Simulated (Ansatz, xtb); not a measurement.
# Relative energy of two isomers of C5H5OP

We compare a, `OC1=CC=PC=C1`, a singlet, with b, `OC1=CC=CC=P1`, a singlet. Both are isolated molecules in the gas phase, relaxed with PBE-D3(BJ)/def2-SVP; the shapes shown needn't be the lowest conformers.

a (Å):

```yaml
atoms:
  - { symbol: C, position_ang: [-1.5546, 1.4601, -0.3724] }
  - { symbol: C, position_ang: [-2.6129, 0.5450, -0.5573] }
  - { symbol: C, position_ang: [-2.4178, -0.7977, -0.8880] }
  - { symbol: C, position_ang: [0.1899, -0.2196, -0.8370] }
  - { symbol: C, position_ang: [-0.2024, 1.0777, -0.5105] }
  - { symbol: O, position_ang: [-1.7880, 2.7599, -0.0507] }
  - { symbol: P, position_ang: [-0.8706, -1.5917, -1.1322] }
  - { symbol: H, position_ang: [-2.7523, 2.8950, 0.0146] }
  - { symbol: H, position_ang: [-3.6448, 0.9230, -0.4311] }
  - { symbol: H, position_ang: [-3.3176, -1.4250, -1.0090] }
  - { symbol: H, position_ang: [1.2731, -0.4137, -0.9206] }
  - { symbol: H, position_ang: [0.5518, 1.8645, -0.3462] }
```

b (Å):

```yaml
atoms:
  - { symbol: C, position_ang: [-1.9996, 1.4373, 0.2344] }
  - { symbol: C, position_ang: [-2.1240, 1.3648, -1.1652] }
  - { symbol: C, position_ang: [-1.4571, 0.4176, -1.9502] }
  - { symbol: C, position_ang: [-0.5938, -0.5592, -1.4201] }
  - { symbol: C, position_ang: [-0.3281, -0.6656, -0.0523] }
  - { symbol: O, position_ang: [-2.7165, 2.4182, 0.8478] }
  - { symbol: P, position_ang: [-0.9881, 0.3502, 1.2118] }
  - { symbol: H, position_ang: [-2.5498, 2.3681, 1.8104] }
  - { symbol: H, position_ang: [-2.7874, 2.1037, -1.6443] }
  - { symbol: H, position_ang: [-1.6197, 0.4422, -3.0389] }
  - { symbol: H, position_ang: [-0.1103, -1.2661, -2.1135] }
  - { symbol: H, position_ang: [0.3601, -1.4571, 0.2908] }
```

Q: Estimate which is lower in electronic energy at CCSD(T)/def2-SVP + ΔMP2/def2-TZVPP, and by roughly how much.

A: CCSD(T)/def2-SVP + ΔMP2/def2-TZVPP gives E(b) − E(a) = +0.061 eV, slightly favouring structure a, which is too small a margin to settle the true order.

Level by level:

| level | geometry | E(b) − E(a) (eV) | departure from the last row (eV) | job, with rough time for the two |
| --- | --- | --- | --- | --- |
| GFN2-xTB | GFN2-xTB | +0.029 | −0.032 | optimisation, 0.47 s |
| HF/STO-3G | GFN2-xTB | +0.054 | −0.006 | single point, 1.7 s |
| r2SCAN-D4/def2-SVP | GFN2-xTB | +0.049 | −0.012 | single point, 10 s |
| PBE-D3(BJ)/def2-SVP | PBE-D3(BJ)/def2-SVP | +0.037 | −0.023 | optimisation, 48 s |
| HF/def2-SVP | PBE-D3(BJ)/def2-SVP | +0.090 | +0.030 | part of the CCSD(T) run |
| MP2/def2-SVP | PBE-D3(BJ)/def2-SVP | +0.063 | +0.002 | part of the CCSD(T) run |
| CCSD(T)/def2-SVP | PBE-D3(BJ)/def2-SVP | +0.063 | +0.003 | single point |
| CCSD(T)/def2-SVP + ΔMP2/def2-TZVPP | PBE-D3(BJ)/def2-SVP | +0.061 |  | single point, 2.8 min |

As drawn, both hold the same kinds of bond in the same numbers.

The largest departure from CCSD(T)/def2-SVP + ΔMP2/def2-TZVPP is that of GFN2-xTB, 0.032 eV. The last row adds to CCSD(T) the change of the MP2 difference between the two basis sets, here −0.003 eV.

With thermal terms from frequencies at re-optimised GFN2-xTB minima (ideal gas, soft modes damped towards free rotors, one conformer each, 298.15 K, 1 atm): the zero-point term adds +0.004 eV; ΔH is +0.065 and ΔG +0.064 eV.

The correlated steps freeze 11 core orbitals. Run with Ansatz 0.2.0, xtb 6.7.1; the last row on 2 threads of Intel(R) Xeon(R) Processor @ 2.50GHz (Skylake/Cascade Lake) on a shared host.

The two molecules are 4-hydroxyphosphinine (a) and 2-hydroxyphosphinine (b), and every level puts the 4-isomer slightly lower without making the preference decisive. Near-degeneracy is reasonable: both keep the aromatic ring, and from either position the oxygen lone pair can donate into the π system with phosphorus among the acceptor sites. What remains is mostly the local effect of placing the hydroxyl group beside phosphorus. In b the O–H bond points towards the phosphorus lone pair, but that lone pair is diffuse and rich in s character, hence a poor hydrogen-bond acceptor. The contact therefore probably brings little of the stabilisation that the analogous O–H···N arrangement gives 2-hydroxypyridine. At fixed geometry and basis, correlation narrows the Hartree–Fock gap from +0.090 to +0.063 eV, nearly all of it already captured by MP2, so it selectively favours b without reversing the order. The comparison concerns only the hydroxy forms and doesn't show how either isomer stands relative to its keto tautomers.
